Hafnium has Z = 72, and (Zα)² = 0.276 with α the fine-structure constant, so non-relativistic Hartree-Fock energies of its n = 3 shells are not level energies of the real ions. Their use is to show how screening acts on two orbitals of the same n. The rows with open shells are averages over the configuration. Closed orbitals of the same l can also be mixed with one another at no cost in total energy, so the eigenvalue and radius of a single orbital may jump by convention where a shell of that l opens or vanishes. In the table ε is the orbital eigenvalue, ⟨r⟩ the mean radius, and the gap is ε(3s) − ε(3d). Three rows carry most of the argument: Hf8+, with 36 electrons outside n = 3; Hf44+, where the last of these has gone; and Hf52+, where 3d is nearly empty.

Hafnium atom and its ions, computed with the B-spline radial atomic code, version 1: all-electron non-relativistic Hartree-Fock for a spherical atom, averaged over the configuration, with a point nucleus and at the radial basis-set limit. ε is the orbital eigenvalue and <r> the mean orbital radius.

```tsv
species	Z	charge (e)	electrons	configuration	ε(3d) (hartree)	ε(3s) (hartree)	ε(3s) − ε(3d) (hartree)	<r>(3d) (bohr)	<r>(3s) (bohr)	<r>(3s)/<r>(3d)
Hf	72	0	72	[Xe] 4f14 5d2 6s2	-63.9549	-85.4180	-21.4631	0.19049	0.22612	1.1871
Hf4+	72	4	68	[Xe] 4f14	-65.4536	-86.9150	-21.4614	0.19049	0.22612	1.1871
Hf8+	72	8	64	[Kr] 4d10 4f13 5s2 5p3	-68.6923	-90.1531	-21.4608	0.19046	0.22609	1.1871
Hf12+	72	12	60	[Kr] 4d10 4f12 5s2	-72.4800	-93.9338	-21.4539	0.19040	0.22604	1.1872
Hf16+	72	16	56	[Kr] 4d10 4f10	-77.3684	-98.8031	-21.4347	0.19029	0.22600	1.1877
Hf20+	72	20	52	[Kr] 4d10 4f6	-84.1203	-105.572	-21.4520	0.19001	0.22578	1.1882
Hf24+	72	24	48	[Kr] 4d10 4f2	-91.8013	-113.255	-21.4534	0.18954	0.22537	1.1890
Hf28+	72	28	44	[Kr] 4d8	-100.237	-121.606	-21.3690	0.18906	0.22468	1.1884
Hf32+	72	32	40	[Kr] 4d4	-109.179	-130.366	-21.1877	0.18809	0.22375	1.1896
Hf36+	72	36	36	[Ar] 3d10 4s2 4p6	-118.654	-139.620	-20.9661	0.18698	0.22268	1.1909
Hf40+	72	40	32	[Ar] 3d10 4s2 4p2	-128.367	-149.044	-20.6766	0.18588	0.22166	1.1925
Hf44+	72	44	28	[Ar] 3d10	-138.411	-158.648	-20.2372	0.18474	0.22097	1.1961
Hf48+	72	48	24	[Ar] 3d6	-156.776	-174.909	-18.1330	0.17902	0.21643	1.2090
Hf52+	72	52	20	[Ar] 3d2	-176.020	-191.812	-15.7927	0.17369	0.21201	1.2206
```

*Which orbital is more tightly bound, and which is larger?* The 3s orbital is both, in every row, and the two never cross. In Hf44+ it lies 20.24 hartree below 3d while its mean radius is 1.196 times as large. The size order comes from hydrogen, where ⟨r⟩ = [3n² − l(l+1)]/2Z gives 13.5/Z for 3s and 10.5/Z for 3d, a ratio of 9/7 = 1.286 at equal energy. The energy order comes from the other electrons. The 3s function has two inner lobes that reach inside the n = 1 and n = 2 shells, while the centrifugal barrier keeps 3d out. Further output of the Hf44+ calculation agrees with this: ⟨1/r⟩, equal for the two in hydrogen, is 6.60 bohr⁻¹ for 3s against 6.43 bohr⁻¹ for 3d, although 3s has the larger mean radius. Inverting the hydrogenic formula gives a charge from the radius, 13.5/0.22097 = 61.09 for 3s and 10.5/0.18474 = 56.84 for 3d, and the first exceeds the second in every row. The radius ratio is 9/7 times the 3d charge divided by the 3s charge, so it sits below 9/7 because screening swells 3d more than 3s.

*Why do both levels fall together while the radii hardly move?* From Hf to Hf44+ ε(3d) grows by a factor 2.16 and ε(3s) by 1.86, yet ⟨r⟩(3d) shrinks by 3.0 % and ⟨r⟩(3s) by 2.3 % of the neutral values. A single screened charge that fixed both energy and size would give ⟨r⟩ ∝ |ε|^(−1/2), a shrinkage of 32 % and 27 %, and the table rules this out. Electrostatics gives the reason: a spherical shell of q electrons at radius R produces inside itself a constant potential energy q/R and no force. Removing it lowers every inner eigenvalue by the same amount and leaves the orbitals unchanged.

The size of the shift can be estimated with nothing fitted. For a spread-out shell the potential at the nucleus is q⟨1/r⟩, and further output of the Hf8+ calculation gives ⟨1/r⟩ for its outer orbitals. The terms are 2 × 2.761 = 5.52 for 4s, 6 × 2.6619 = 15.97 for 4p, 10 × 2.4619 = 24.62 for 4d, 13 × 2.057 = 26.74 for 4f, 2 × 1.1256 = 2.25 for 5s and 3 × 1.0453 = 3.14 for 5p, in all 78.24 hartree. These are exactly the electrons lost between Hf8+ and Hf44+, over which ε(3d) falls from −68.69 to −138.41, by 69.72 hartree, and ε(3s) by 68.49 hartree. The estimate exceeds these falls by 12 % and 14 %. An excess is expected for three reasons. Part of the n = 4 charge lies inside 0.2 bohr and repels an n = 3 electron less than it would repel one at the nucleus; exchange lowers the repulsion further; and the n = 3 shells contract as the outside is stripped, which raises the repulsion among them. The last effect can be read from the total electron–nucleus energy, which is −72 times the sum of ⟨1/r⟩ over all electrons. That sum falls by (33775 − 28366.03)/72 = 75.12 bohr⁻¹ instead of 78.24, so the contraction gives back about 3 hartree at the nucleus. The first two effects can be included by giving each orbital a hydrogenic shape with the charge that reproduces its Hf8+ radius and summing the configuration-averaged Coulomb and exchange energy of each pair. This yields 69.27 hartree for 3d and 67.60 for 3s, low by 0.6 % and 1.3 % of the tabulated falls; radii of Hf8+ went in, but no eigenvalue. The closeness owes something to cancelling errors: the contraction of the n = 3 shells is left out, and the hydrogenic shapes give ⟨1/r⟩ = 1.87 bohr⁻¹ for 4f against 2.057 in the calculation, and 2.97 for 4s against 2.761. The small difference of the two is poorly given, 1.67 hartree against 1.22 in the table.

The fall of ε(3d) per removed electron rises at every step, from 0.375 hartree for the 5d and 6s electrons to 2.43 hartree for 4p, because each electron comes from a smaller R. It isn't simply the ⟨1/r⟩ of the shell removed. The step from Hf8+ to Hf12+ takes three 5p electrons and one 4f, with mean ⟨1/r⟩ of (3 × 1.0453 + 2.057)/4 = 1.30 bohr⁻¹, but the fall is 0.947 hartree per electron. Most of the deficit comes from the remaining shells, which contract and give back part of the potential. The electron–nucleus energies show it: between these two ions the sum of ⟨1/r⟩ falls by (33775 − 33496.94)/72 = 3.86 bohr⁻¹, or 0.97 per electron removed, where unchanged shells would give 1.30.

*Why do the charge read from the energy and the charge read from the radius disagree?* Setting ε = −Z²/18 gives 35.16 for 3d in Hf8+, against 55.13 from the radius. In energy terms the radius charge implies −55.13²/18 = −168.9 hartree, about 100 hartree below the eigenvalue. The constant potential of the outer shells enters the eigenvalue and not the shape, so a charge taken from ε absorbs a shift that has nothing to do with the field the electron moves in. In Hf44+ no shell lies outside n = 3, and the charges are closer, 49.91 and 56.84, but −56.84²/18 = −179.5 hartree still lies 41 hartree below ε(3d). The same reasoning applies within the shell: another n = 3 electron is outside the one considered for much of the time, and then it raises the energy without screening the force. The radius charge gives the size by construction and is the better guide to other integrals over a core orbital, but not an exact one: for 3d in Hf44+ the hydrogenic ⟨r⁻³⟩ = Z³/405 with 56.84 gives 453 bohr⁻³, against 511 in the further output.

*What makes the gap, and can hydrogenic orbitals reproduce it?* To first order in the electron repulsion, with bare hydrogenic orbitals of Z = 72, the −Z²/18 terms cancel and the gap is the sum over all other electrons of their averaged interaction with 3s minus that with 3d. There is no parameter. The result has the right sign in every row and is too large in every row: −18.90 hartree against −15.79 for Hf52+ (20 % of the tabulated gap), −26.28 against −20.24 for Hf44+ (30 %), and −34.90 against −21.46 for the neutral atom (63 %). The error shrinks at each step as electrons leave, as a series in N/Z should. The shape is wrong at low charge, for the model narrows the gap by about 4 hartree from Hf to Hf24+ where the table holds it within 0.03 hartree. Bare n = 4 and n = 5 orbitals are too compact and overlap the n = 3 region far more than the screened ones do. In so rough a model the parts count only as orders of magnitude: a couple of hartree from the 1s electrons, about ten from n = 2, and a comparable amount from the n = 3 electrons themselves. That the gap is made mainly by charge inside or within the n = 3 region is shown by the table, not by this model: Hf44+, with nothing left outside n = 3, keeps 94 % of the neutral gap.

*Why does the behaviour break at Hf44+?* The gap narrows by 0.045 and 0.055 hartree per electron in the two pure 4d steps, by 0.072 for 4p, by 0.110 in the step that removes 4s² 4p², and then by 0.526 and 0.585 once the electrons come from 3d. The 3d radius, which lost 0.00114 bohr in the step into Hf44+, loses 0.00572 bohr in the next. With frozen orbitals, removing one 3d electron lowers ε(3d) by the average 3d–3d pair energy F⁰ − (2/63)(F² + F⁴), where the Fᵏ are Slater integrals, and lowers ε(3s) by the 3s–3d pair energy. Further output for Hf44+ gives 4.898 − 0.132, about 4.77 hartree, for the first, 4 % above the 4.591 hartree per electron in the table. Hydrogenic orbitals with the radius charge reproduce that F⁰ as 4.891, and the 3p–3d one as 4.485 against 4.499, while the 3p–3d exchange term comes out as −0.204 against −0.218; they are therefore used for the 3s–3d integrals too, which the outputs at hand don't check directly. With charges averaged over the two rows of each step, the model gives 4.831 (3d) and 4.257 (3s) hartree per electron from Hf44+ to Hf48+, each 5 % above the tabulated 4.591 and 4.065. The gap slope comes out as 0.574 against 0.526 (9 % high), and as 0.618 against 0.585 (6 % high) for the step to Hf52+. So the numbers show that most of the slope is the excess of 3d–3d over 3s–3d repulsion: two electrons in the same compact orbital overlap more than a 3d electron does with the larger 3s. That the model runs high in all four falls fits relaxation, since the contracting ion raises the repulsion among the electrons left, though this was not separated out. The gap responds to an electron in proportion to how differently 3s and 3d feel it, so it should close further when one more 3d electron goes; once the last one has gone, the ground configuration has no occupied 3d level left to compare.

*Is this an approach to hydrogenic degeneracy?* Measured against |ε(3d)|, the gap falls at every step, from 0.336 in Hf to 0.146 in Hf44+. Most of that fall is in the denominator. Holding the gap at its neutral value and dividing by the tabulated ε(3d) gives 0.155 for Hf44+, and the gap itself has lost only 5.7 %. A real approach begins when 3d opens: in Hf52+ the relative gap is 0.090 against 0.122 for the frozen gap, the gap is 26 % below the neutral one, and the radius ratio has reached 1.221. The one-electron limit, ε = −288 hartree for both orbitals and a ratio of 1.286, is still far from −176.0 and −191.8, as eighteen electrons in 1s to 3p remain. Degeneracy is approached differently along an isoelectronic series. At fixed electron number the leading gap grows as Z and the binding as Z², so the nickel-like ion of a heavier neighbour would have a wider gap in hartree, a smaller relative gap and a radius ratio nearer 9/7.

*What would relativity change?* It acts most where the electron moves fastest, so on the penetrating orbital. The hydrogenic fine-structure formula with the radius charges of Hf44+ puts the direct lowering of 3s at the order of ten hartree, an estimate good for order of magnitude only, and that of the j-averaged 3d at a couple. For 3d this is not the net shift: the contracted s and p shells screen the nucleus better and push 3d up, and the sign of its net change is not fixed by this estimate. The gap would widen by a sizeable fraction of itself, and the contraction of 3s would push the radius ratio down. The 3d level would also split. The spin-orbit parameter ζ in the further output gives (5/2)ζ = 2.00 hartree for Hf8+ and 2.14 hartree for Hf44+. The upper of the two levels rises by ζ, 0.85 hartree in Hf44+. That is close to the 0.79 hartree by which the tabulated theoretical ionisation energy of this ion, 3741 eV, lies below the computed one, 3762 eV, and hints that the average 3d level itself shifts little. It is no more than a hint, because this ζ is the bare central-field value on non-relativistic orbitals, without two-electron terms, and such values miss measured fine structure by tens of per cent. An error of that size would leave room for a shift of a few tenths of a hartree, and it applies to the splittings above as well. The constant-potential argument doesn't depend on the kinetic operator and would survive, but the absolute gaps would not.

*Which digits hold, and are the small irregularities real?* As numbers of this model the gaps are printed to 0.0001 hartree, whereas eigenvalues beyond 100 hartree carry three decimals, so subtracting the printed columns misses the gap by up to 0.0007 hartree. The radii fix the radius charges to about 0.002, and the ratio is rounded to 0.00005. Against nature not even the first figure of the gap is secure: relativity, electron correlation and the relaxation that follows ionisation are all left out. The irregularities exceed the rounding, but several fall where the mixing convention may change. The ratio rises or stays level at every step except into Hf28+, where it drops by 0.0006 as 4d opens; there ⟨r⟩(3d) shrinks by 0.00048 bohr, hardly more than in the 4f step before (0.00047) and half the 4d step after (0.00097). Into Hf44+, where 4s vanishes, it is ⟨r⟩(3s) that lags, shrinking by 0.00069 bohr after 0.00102. In both cases the odd orbital shares its l with the shell whose status changes. That fits an artefact of the convention, and equally a real coupling through orthogonality and exchange within one l, and the table cannot tell these apart.

The gap narrows at every step but two. It goes from −21.4347 hartree in Hf16+ to −21.4520 in Hf20+ and −21.4534 in Hf24+, a widening of 0.019 hartree while eight 4f electrons leave. The narrowing into Hf16+ coincides with the loss of 5s and is suspect, but these three ions have the same closed shells, so a change of convention doesn't account for the widening. Loss of 3d–4f exchange would have the right sense, yet the screened hydrogenic pair energies give a 4f electron an effect of order 0.01 hartree in the narrowing direction, with no help from exchange. That neither supports nor excludes the cause, since the model misses the 3d–3s difference from Hf8+ to Hf44+ by 0.45 hartree, about 0.01 per electron, and its 4f shape is too weak near the nucleus (the ⟨1/r⟩ of 1.87 against 2.057 bohr⁻¹ noted above). A likelier cause is relaxation: as 4f empties, 4s, 4p and 4d contract into the n = 3 region, where their presence widens the gap. Further output gives an idea of the size: from Hf8+ to Hf28+ the density of 4s at the nucleus grows by about a fifth. The gap of Hf28+ is 1.13 hartree wider than that of Hf44+, which has no n = 4 electrons, so a growth of their penetration by a fifth is worth about 0.2 hartree. The direct effect of thirteen 4f electrons is only about 0.1 hartree in the model. Relaxation thus seems large enough to reverse the sign, though this rough scaling doesn't prove that it does so here. Why the widening almost stops between Hf20+ and Hf24+ is left open.
